A third of a joule per square metre, and some three ångströms of travel: that is roughly what it takes, in the calculation below, to part a crystal of Bi4Te3 between two of its layers. For one surface cell, which holds a single atom on each of the new faces, the cost is about 0.36 eV.

Bi4Te3 is a stack of two kinds of layer. A bilayer of bismuth alternates with a five-atom-thick layer in the order Te–Bi–Te–Bi–Te. Atoms within a layer are held by short bonds of about 3.1 to 3.2 Å, while the Bi–Te contacts between layers are about 3.5 Å long. The calculation opens every second one of these wider gaps at once. The blocks between the cuts, each made of one bilayer and one five-atom layer, move apart without changing shape.

Rigid opening of Bi4Te3 (R-3m, a = 4.438 Å, c = 41.507 Å) across a (001) plane between Te and Bi layers, unrelaxed, calculated with Ansatz 0.2.0 (PBEsol DFT, scalar-relativistic PAW, no spin polarisation). The plane-wave cutoff is 420 eV, the k mesh 9×9×3 and the Gaussian smearing 0.03 eV. Separation energies are free energies per area of cut, relative to the closed crystal.

```
opening (Å)  separation energy (mJ/m²)  traction (GPa (slope of the separation energy))
          0                        0.0                                            0.000
        0.5                       70.9                                            2.140
          1                      175.5                                            1.880
          2                      297.6                                            0.640
          3                      330.4                                            0.130
          6                      339.2                                            0.000
```

The opening is the distance added to the gap. The separation energy is the energy spent so far per area of the cut, and the traction is the pull per area needed to hold the gap at that opening.

(a) The separation energy rises at every step, but the traction first rises and then falls to zero. Why do the two behave so differently, and where does the crystal resist most?

Solution. The traction is the slope of the separation energy. Equally, the separation energy is the area under the curve of traction against opening. As long as any pull is needed, energy is still being spent, so the energy goes on rising after the pull has passed its peak. It levels off only when the pull has died away.

The pull starts at zero because the closed crystal is at rest. Two forces balance there: an attraction between the layers, and a repulsion that sets in when their filled electron shells are pressed together. The repulsion has the shorter range. When the gap opens slightly, the repulsion therefore weakens faster than the attraction, and a net pull back towards the closed position appears. This is the ordinary response of a stretched spring, and it makes the traction grow with the opening.

The growth cannot last, because the attraction weakens as well. In this calculation the binding depends largely on the electron clouds of the two faces overlapping, and each cloud thins out roughly exponentially away from its face. Geometry shows how short the range is. An opening of 2 Å stretches the Bi–Te contacts across the cut from 3.5 to 5.1 Å, and by then 88 % of the final energy has been spent. This account of the forces is argued from general theory, since the calculation gives their sum and not the separate parts.

The largest traction in the table stands at 0.5 Å, but the true peak probably lies a little further out. Between 0.5 and 1 Å the energy rises by 104.6 mJ/m², which is a mean pull of 2.09 GPa. The average of the tractions at the two ends is only 2.01 GPa. The traction curve must therefore bulge above the straight line between these rows, which suggests a maximum inside the interval.

One apparent irregularity comes from the spacing of the rows. The energy gained from 1 to 2 Å, 122.1 mJ/m², exceeds the gain from 0.5 to 1 Å, although the pull is already falling. The later step is simply twice as long. Gains should be divided by the length of the step before they are compared.

(b) Estimate the peak traction and the opening at which it occurs, using only the separation energies at 1 and 6 Å. How far can the estimate be trusted?

Solution. The argument in (a) has two ingredients: a pull that grows in proportion to the opening x, and a fading of the interaction over some length l. The simplest formula that holds both is

traction = K x exp(−x/l)

where K is the initial stiffness of the gap. Adding up the pull from zero to x gives the separation energy,

E(x) = W [1 − (1 + x/l) exp(−x/l)], with W = K l².

This is known as the universal binding-energy relation. W is the energy of complete separation, and l sets the scale of distance. The traction is largest where its two tendencies cancel, at x = l, and its height there is

peak traction = W/(e l), with e ≈ 2.72.

The rule is worth keeping: the greatest pull is the total energy divided by a little under three times the range.

For W, take the energy at 6 Å, where the traction has vanished to the digits printed. At 1 Å, the fraction of the energy still to be spent is

1 − 175.5/339.2 = 0.483.

The formula requires this to equal (1 + u) exp(−u), with u = 1 Å/l. Trying a few values gives u ≈ 1.73, and hence l ≈ 0.58 Å. Since 100 mJ/m² is the same as 1 GPa Å, W is 3.39 GPa Å, and

peak traction ≈ 3.39/(2.72 × 0.58) ≈ 2.15 GPa.

The estimate thus places the peak near 0.6 Å, with a pull of about twenty thousand atmospheres.

The row at 0.5 Å played no part in this estimate and can test it. There the formula gives

traction = 3.39 × 0.5/0.58² × exp(−0.5/0.58) ≈ 2.13 GPa,

against 2.14 GPa in the table. A second check avoids the exponential formula altogether. A cubic curve drawn through the energies at 0.5 and 1 Å, with the slopes that the tractions prescribe, has its steepest point at 0.62 Å, where the pull is 2.17 GPa. Both routes agree that the crystal resists most at about 0.6 Å.

The formula does less well in the tail. When W and l are adjusted by least squares to all six energies, the worst error is 3.6 mJ/m², about 1 % of the final energy, in the row at 2 Å. At 3 Å, however, the fitted curve still asks for a pull of 0.17 GPa where the calculation has 0.13 GPa. The computed binding therefore ends somewhat more abruptly than the formula allows, and the table does not reveal why.

Nor does the good fit prove the mechanism. A Morse curve, which also has two adjustable constants but a different shape, misses the same energies by at most 6 mJ/m². Other smooth curves with a balanced start, one strongest pull and a short range can come close to the same energies. The table establishes those three features, while the fading overlap is the physical reason offered for them.

The rule also shows what to expect of a neighbouring series. Suppose the cut ran through the short bonds inside a layer instead of the gap between layers. More energy would normally be needed to part them, while the range would still be set by the thinning of electron clouds, a matter of some tenths of an ångström. The peak pull should then rise roughly in step with the energy and stay at a similar small opening. That cut was not calculated here, so this is a forecast from the model.

(c) Someone wants to cleave or peel such a crystal. Which of these numbers is useful, and what must be corrected first?

Solution. The peak traction is an estimate of the strength of a perfect crystal whose two halves part everywhere at the same moment. Real cleavage seldom happens in this way. A crack or a peeling edge concentrates the load on a narrow line, where the gap opens step by step while the rest of the plane stays closed. The load applied from outside can then be far smaller than 2 GPa. The energy per area must still be supplied, which makes the separation energy the more useful starting point.

This energy pays for two faces, and they are not alike. One side of the cut ends in tellurium and the other in bismuth. Half of the final value, about 170 mJ/m², is therefore the mean of two different surface energies and belongs to neither face alone. The separated blocks are also only seven atomic layers thick, and a slab with unlike faces may carry an electric dipole. How far either affects the computed energy has not been tested.

Two corrections pull in opposite directions. The blocks were kept rigid, and at 6 Å some atoms near the new faces still feel forces of up to 0.26 eV/Å. Letting them move would lower the energy of the open crystal, and with it the cost of separation. On the other hand, the PBEsol functional lacks the long-range van der Waals attraction, which in a real layered crystal normally adds to the binding. The table does not settle which correction is larger. Spin–orbit coupling was left out too, and it may shift the energy either way.

Measured against the small pull that is left, the missing attraction matters most in the last rows. From 3 to 6 Å the separation energy grows by only 8.8 mJ/m², so the crystal looks nearly fully parted at 3 Å. That early end is partly built into the functional, whose binding dies out with the overlap of the electron clouds. The same series with a van der Waals term would keep a weak pull at these distances and approach its plateau more slowly. The flat tail should not be read as the range of the forces in a real crystal.

The band gap found in the same runs should not be used as a measure of how far the layers have parted. It goes from 0.04 eV in the closed crystal up to 0.25 eV at 1 Å, down to 0.10 eV at 3 Å and up again at 6 Å. A gap depends on just two states, the highest filled and the lowest empty one, whereas the energy collects the contributions of all the electrons and can change smoothly while the gap jumps about. These gaps were also taken on a limited set of k points and without spin–orbit coupling, which is strong in bismuth and tellurium compounds. Their irregular course may be partly an artefact, and no cause can be assigned to it here.
